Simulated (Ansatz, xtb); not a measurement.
## Two isomers of GeH8OSi2

Structure X is `O[Si@@H]([SiH3])[GeH3]`, a singlet and structure Y is `O[SiH2][GeH2][SiH3]`, a singlet. Both are isolated molecules in the gas phase, relaxed with r2SCAN-D4/def2-SVP; the shapes shown needn't be the lowest conformers.

X (Å):

```xyz
12

Ge    0.9103   -0.0175    0.7334
O    -0.8456    1.5845    3.1310
Si   -1.0743    0.3543    2.0091
Si   -2.8371    1.0304    0.6244
H    -0.1115    1.4649    3.7460
H    -1.4292   -0.9460    2.6745
H    -2.4674    2.2809   -0.1061
H    -3.0965   -0.0504   -0.3777
H    -4.0867    1.2732    1.4079
H     2.1078   -0.3098    1.6583
H     0.7517   -1.2139   -0.2205
H     1.2684    1.2207   -0.1055
```

Y (Å):

| atom | x (Å) | y (Å) | z (Å) |
| --- | --- | --- | --- |
| Ge | 1.0397 | 0.1845 | 2.0543 |
| O | -1.9902 | 1.6672 | 1.7053 |
| Si | -0.9419 | 0.6986 | 0.8324 |
| Si | 2.5129 | -1.2213 | 0.8207 |
| H | -2.2512 | 1.3393 | 2.5739 |
| H | -0.5980 | 1.4732 | -0.3911 |
| H | -1.5790 | -0.5947 | 0.4198 |
| H | 0.6618 | -0.5299 | 3.3695 |
| H | 1.7759 | 1.4783 | 2.4513 |
| H | 1.8225 | -2.5029 | 0.4808 |
| H | 2.9130 | -0.5449 | -0.4507 |
| H | 3.7444 | -1.5327 | 1.6079 |

Task: Which of the two would you expect CCSD(T)/def2-SVP + ΔMP2/def2-TZVPP electronic energies to favour?

Result: Structure Y; the calculation gives E(Y) − E(X) = −5.5 kcal/mol.

The same difference at several levels:

```
                             level            geometry  E(Y) − E(X) (kcal/mol)  departure from the last row (kcal/mol)  job, with rough time for the two
                          GFN2-xTB            GFN2-xTB                     −12.9                                    −7.4              optimisation, 0.17 s
                         HF/STO-3G            GFN2-xTB                      −4.1                                    +1.4               single point, 0.4 s
      r2SCAN-D4/def2-SVP//GFN2-xTB            GFN2-xTB                      −5.6                                    −0.2               single point, 2.4 s
                r2SCAN-D4/def2-SVP  r2SCAN-D4/def2-SVP                      −4.8                                    +0.7                optimisation, 35 s
                       HF/def2-SVP  r2SCAN-D4/def2-SVP                      −5.2                                    +0.2           part of the CCSD(T) run
                      MP2/def2-SVP  r2SCAN-D4/def2-SVP                      −5.6                                    −0.2           part of the CCSD(T) run
                  CCSD(T)/def2-SVP  r2SCAN-D4/def2-SVP                      −5.0                                    +0.5                      single point
CCSD(T)/def2-SVP + ΔMP2/def2-TZVPP  r2SCAN-D4/def2-SVP                      −5.5                                                        single point, 26 s
```

As drawn, Y has 1 Ge–Si, 1 Si–H in place of 1 Si–Si, 1 Ge–H.

None of the levels shown reverses the order. The largest departure from CCSD(T)/def2-SVP + ΔMP2/def2-TZVPP is that of GFN2-xTB, 7.4 kcal/mol. The last row adds to CCSD(T) the change of the MP2 difference between the two basis sets, here −0.5 kcal/mol.

With thermal terms from frequencies at re-optimised GFN2-xTB minima (ideal gas, soft modes damped towards free rotors, one conformer each, 298.15 K, 1 atm): on the last row, ΔE + ΔZPE = −5.1, ΔH = −5.2, ΔG = −4.8 kcal/mol.

The correlated steps freeze 20 core orbitals; the filled d shell of Ge is correlated, in a basis made for valence electrons. Mirror images aren't counted in ΔG. Run with Ansatz 0.2.0, xtb 6.7.1; the last row on 2 threads of Intel(R) Xeon(R) 6975P-C (Granite Rapids) on a shared host.

Y is favoured at every level, and the main reason is probably where the hydrogen sits. Both isomers keep the strong Si–O and O–H bonds, so the balance rests on the exchange of a Ge–H for a Si–H bond, which is the stronger of the two. Replacing Si–Si by Ge–Si should cost somewhat less than this gains.

Because the bonds exchanged are so alike, most of the correlation energy cancels, and Hartree–Fock in the same small basis already lies close to CCSD(T). The exaggerated preference in GFN2-xTB comes mainly from its energy function rather than its structures, since r2SCAN-D4 at the GFN2-xTB geometries gives −5.6 kcal/mol. Zero-point energy trims Y's advantage slightly, as expected when a stiffer Si–H oscillator replaces Ge–H.

The total energies don't separate this bond exchange from the effect of moving the silyl group away from the oxygen-bearing silicon, so the difference can't be read as a pure bond-strength increment.
